**Error model for computed ¹H shifts across six functionals**

The table holds error statistics of gas-phase GIAO ¹H shifts against TMS, relative to measured values, for seven protons of N-propylacetamide and styrene, from PySCF with the pcSseg-1 basis and functionals from LDA to wB97X-D. The program rebuilds the single errors from the shieldings of the same calculations and tests an additive model: an offset and a stretch for each level plus a remainder shared by all levels. The rebuilt values match the table except for a small mismatch at PBE, and the error averaged over levels (0.171 of 0.198 ppm rms) dominates. The remainders of each level correlate at 0.94 or better with the mean of the other levels. Differences in mean absolute error from PBE are only 1.0 to 1.5 standard errors, and linear rescaling gives no dependable gain when each case is left out in turn. Neither the share of exact exchange nor NICS(1)zz accounts for the slopes of LDA, OPBE and KT2.

1H shifts from PySCF 2.14.0 (GIAO, pcSseg-1, density fitting, gas phase, PBE0-D3(BJ)/def2-SVP geometries), relative to TMS at the same level. The cases, with measured ppm, are CCCNC(C)=O atoms 1, 2, 3 (0.96, 1.55, 3.18) and C=Cc1ccccc1 atoms 2, 6, 5, 4 (6.72, 7.14, 7.21, 7.30). Errors are computed less measured; hydrogens take the number of their heavy atom in SMILES order.

## Numerical check

```python
# Table: error statistics (ppm) of GIAO 1H shifts vs TMS against measured values, 7 cases, PySCF,
# pcSseg-1, gas phase, six functionals. Tested: error = offset + stretch + shared remainder; slope vs exchange/NICS.
T = {
    'level': ['LDA', 'PBE', 'OPBE', 'KT2', 'PBE0', 'wB97X-D'],
    'rung': ['LDA', 'GGA', 'GGA', 'GGA', 'global hybrid', 'range-separated'],
    'exx_short': [0, 0, 0, 0, 25, 22],  # %
    'exx_long': [0, 0, 0, 0, 25, 100],  # %
    'mse': [0.07, 0.0, 0.05, -0.12, 0.05, 0.04],  # ppm
    'mae': [0.17, 0.14, 0.16, 0.19, 0.18, 0.19],  # ppm
    'worst': [-0.26, -0.26, -0.27, -0.44, -0.35, -0.39],  # ppm
    'where': ['CCCNC(C)=O atom 2', 'CCCNC(C)=O atom 2', 'CCCNC(C)=O atom 2', 'C=Cc1ccccc1 atom 2', 'CCCNC(C)=O atom 2', 'CCCNC(C)=O atom 2'],
    'high': [4, 4, 4, 1, 4, 4],
    'slope': [1.041, 1.02, 1.038, 0.978, 1.049, 1.056],
}
import numpy as np
L = T['level']; n = len(L)
am, st = 'CCCNC(C)=O atom ', 'C=Cc1ccccc1 atom '
case = [am+'1', am+'2', am+'3', st+'2', st+'6', st+'5', st+'4']
ref = np.array([0.96, 1.55, 3.18, 6.72, 7.14, 7.21, 7.30])  # measured values from the caption
# typed from further outputs of the same runs: H shieldings (ppm); amide H on atoms 1,1,1,2,2,3,3; styrene H on 2,4,5,6,7,8
A = {'LDA': [29.964, 29.7558, 30.0693, 29.3961, 29.6705, 28.1431, 26.6529],
     'PBE': [30.3106, 30.1108, 30.3956, 29.7785, 30.0442, 28.5415, 27.0504],
     'OPBE': [30.3773, 30.1822, 30.4207, 29.8316, 30.0577, 28.5949, 27.094],
     'KT2': [30.2743, 30.0564, 30.4016, 29.7595, 30.0444, 28.4855, 27.0295],
     'PBE0': [30.375, 30.229, 30.433, 29.950, 30.181, 28.684, 27.196],  # dia + para parts summed
     'wB97X-D': [30.4801, 30.3573, 30.5168, 30.1199, 30.3296, 28.8483, 27.3394]}
S = {'LDA': [24.1395, 22.9256, 23.3817, 23.5179, 23.4178, 23.7222],
     'PBE': [24.6448, 23.4078, 23.8729, 24.0015, 23.9035, 24.1948],
     'OPBE': [24.5856, 23.3722, 23.8153, 23.9414, 23.8377, 24.1259],
     'KT2': [24.8985, 23.5796, 24.0696, 24.1923, 24.096, 24.3903],
     'PBE0': [24.6389, 23.3328, 23.8207, 23.9486, 23.857, 24.1215],
     'wB97X-D': [24.7496, 23.4199, 23.9155, 24.0376, 23.9568, 24.2015]}
nics = dict(zip(A, [-25.43, -25.405, -25.76, -25.205, -26.805, -27.275]))  # NICS(1)zz, same runs, mean of faces
cpar = dict(zip(A, [43.6732, 48.5679, 59.2154, 59.9643, 50.6067, 49.6241]))  # para C shielding, same runs
sig = np.array([[np.mean(A[l][:3]), np.mean(A[l][3:5]), np.mean(A[l][5:]), S[l][0], S[l][3],
                 (S[l][2]+S[l][4])/2, (S[l][1]+S[l][5])/2] for l in L])
tw = np.array([T['worst'][i] + (sig[i]+ref)[case.index(T['where'][i])] for i in range(n)])
tm = np.array(T['mse']) + (sig+ref).mean(1)
tms = (tw+tm)/2; d = tms[:, None]-sig; E = d-ref
x = ref-ref.mean(); Sxx = x@x; sl = d@x/Sxx
print('rounding floor: 0.005 ppm (errors, inferred TMS), 0.0005 (slope)')
print('level  TMS(worst) TMS(mse) | rebuilt/table: mae, slope, high')
for i, l in enumerate(L):
    print(f"{l:8s}{tw[i]:.3f} {tm[i]:.3f} | {abs(E[i]).mean():.3f}/{T['mae'][i]:.2f} {sl[i]:.4f}/{T['slope'][i]:.3f} {(E[i]>0).sum()}/{T['high'][i]}")
print('errors ppm: amide1 amide2 amide3 vinyl2 para6 meta5 ortho4')
f = lambda v: ' '.join(f'{a:+.2f}' for a in v)
for i, l in enumerate(L): print(f'{l:8s}{f(E[i])}')
print('mean    '+f(E.mean(0))); print('range   '+f(np.ptp(E, axis=0)))
print(f'rms ppm: all {np.sqrt((E**2).mean()):.3f}, shared part {np.sqrt((E.mean(0)**2).mean()):.3f}, level-specific {np.sqrt(((E-E.mean(0))**2).mean()):.3f}')
R = E-E.mean(1)[:, None]-np.outer(sl-1, x); lev = 1/7+x**2/Sxx
print('line removed: mae, worst, leave-one-out mae, slope SE, corr with mean of other levels')
for i, l in enumerate(L):
    c = np.corrcoef(R[i], np.delete(R, i, 0).mean(0))[0, 1]
    print(f'{l:8s}{abs(R[i]).mean():.3f} {R[i][abs(R[i]).argmax()]:+.2f} {abs(R[i]/(1-lev)).mean():.3f} {np.sqrt(R[i]@R[i]/5/Sxx):.3f} {c:.2f}')
print('mean remainder '+f(R.mean(0)))
p = L.index('PBE')
print('minus PBE: d(mae)+-SE, d(slope)+-SE, d sigma para H, para C, d NICS(1)zz (ppm)')
for i, l in enumerate(L):
    if i == p: continue
    a = abs(E[i])-abs(E[p]); r = R[i]-R[p]
    print(f'{l:8s}{a.mean():+.3f}+-{a.std(ddof=1)/7**.5:.3f} {sl[i]-sl[p]:+.3f}+-{np.sqrt(r@r/5/Sxx):.3f} {sig[i,4]-sig[p,4]:+.2f} {cpar[l]-cpar["PBE"]:+.1f} {nics[l]-nics["PBE"]:+.2f}')
s = np.array(T['slope'])
print(f"table spans: mae {np.ptp(T['mae']):.2f}, mse {np.ptp(T['mse']):.2f} ppm, slope {np.ptp(s):.3f} (sd {s.std():.3f}); ref span {np.ptp(ref):.2f} ppm")
for nm, v in (('exx short %', T['exx_short']), ('NICS(1)zz', [nics[l] for l in L])):
    k = np.polyfit(v, s, 1); r = s-np.polyval(k, v)
    print(f'slope vs {nm}: k={k[0]:+.4f} rms {r.std():.3f} res '+' '.join(f'{a:+.3f}' for a in r))
print('ppm: meta-para, ortho-meta, para-CH3 gap | frozen splittings amide2, amide3, ortho')
print(f'measured {ref[5]-ref[4]:.2f} {ref[6]-ref[5]:.2f} {ref[4]-ref[0]:.2f}')
for i, l in enumerate(L):
    print(f'{l:8s} {d[i,5]-d[i,4]:.2f} {d[i,6]-d[i,5]:.2f} {d[i,4]-d[i,0]:.2f} | {A[l][4]-A[l][3]:.2f} {A[l][5]-A[l][6]:.2f} {S[l][5]-S[l][1]:.2f}')
assert abs(tw-tm).max() < 0.012 and abs(sl-s).max() < 0.003   # rebuilt cases match the table
assert (E[:, 1] < 0).all() and (E[:, 2] > 0).all()            # shared amide signs
assert (d[:, 4] < d[:, 5]).all() and (d[:, 5] < d[:, 6]).all()  # ring order as measured
assert [l for l, a in zip(L, s) if a < 1] == ['KT2']
```

Printed output:

```
rounding floor: 0.005 ppm (errors, inferred TMS), 0.0005 (slope)
level  TMS(worst) TMS(mse) | rebuilt/table: mae, slope, high
LDA     30.823 30.827 | 0.170/0.17 1.0408/1.041 4/4
PBE     31.201 31.196 | 0.134/0.14 1.0188/1.020 4/4
OPBE    31.225 31.233 | 0.161/0.16 1.0375/1.038 4/4
KT2     31.178 31.183 | 0.192/0.19 0.9778/0.978 1/1
PBE0    31.265 31.274 | 0.181/0.18 1.0486/1.049 4/4
wB97X-D 31.385 31.378 | 0.190/0.19 1.0560/1.056 4/4
errors ppm: amide1 amide2 amide3 vinyl2 para6 meta5 ortho4
LDA     -0.06 -0.26 +0.25 -0.03 +0.17 +0.22 +0.20
PBE     -0.03 -0.26 +0.22 -0.17 +0.06 +0.10 +0.10
OPBE    -0.06 -0.27 +0.20 -0.08 +0.15 +0.19 +0.18
KT2     -0.02 -0.27 +0.24 -0.44 -0.15 -0.11 -0.10
PBE0    -0.04 -0.35 +0.15 -0.09 +0.18 +0.22 +0.24
wB97X-D -0.03 -0.39 +0.11 -0.09 +0.20 +0.24 +0.27
mean    -0.04 -0.30 +0.20 -0.15 +0.10 +0.14 +0.15
range   +0.04 +0.14 +0.14 +0.40 +0.36 +0.35 +0.37
rms ppm: all 0.198, shared part 0.171, level-specific 0.099
line removed: mae, worst, leave-one-out mae, slope SE, corr with mean of other levels
LDA     0.105 +0.25 0.145 0.023 0.98
PBE     0.116 +0.25 0.160 0.025 0.99
OPBE    0.109 +0.22 0.150 0.023 1.00
KT2     0.142 +0.33 0.192 0.031 0.97
PBE0    0.130 -0.23 0.186 0.026 0.98
wB97X-D 0.139 -0.25 0.201 0.027 0.94
mean remainder +0.06 -0.21 +0.23 -0.22 +0.02 +0.06 +0.06
minus PBE: d(mae)+-SE, d(slope)+-SE, d sigma para H, para C, d NICS(1)zz (ppm)
LDA     +0.035+-0.033 +0.022+-0.002 -0.48 -4.9 -0.02
OPBE    +0.026+-0.025 +0.019+-0.002 -0.06 +10.6 -0.36
KT2     +0.058+-0.038 -0.041+-0.007 +0.19 +11.4 +0.20
PBE0    +0.046+-0.036 +0.030+-0.007 -0.05 +2.0 -1.40
wB97X-D +0.055+-0.045 +0.037+-0.010 +0.04 +1.1 -1.87
table spans: mae 0.05, mse 0.19 ppm, slope 0.078 (sd 0.026); ref span 6.34 ppm
slope vs exx short %: k=+0.0014 rms 0.021 res +0.022 +0.001 +0.019 -0.041 -0.005 +0.006
slope vs NICS(1)zz: k=-0.0241 rms 0.018 res +0.024 +0.004 +0.013 -0.034 -0.001 -0.005
ppm: meta-para, ortho-meta, para-CH3 gap | frozen splittings amide2, amide3, ortho
measured 0.07 0.09 6.18
LDA      0.12 0.08 6.41 | 0.27 1.49 0.80
PBE      0.11 0.09 6.27 | 0.27 1.49 0.79
OPBE     0.11 0.08 6.39 | 0.23 1.50 0.75
KT2      0.11 0.10 6.05 | 0.28 1.46 0.81
PBE0     0.11 0.11 6.40 | 0.23 1.49 0.79
wB97X-D  0.10 0.13 6.41 | 0.21 1.51 0.78
```
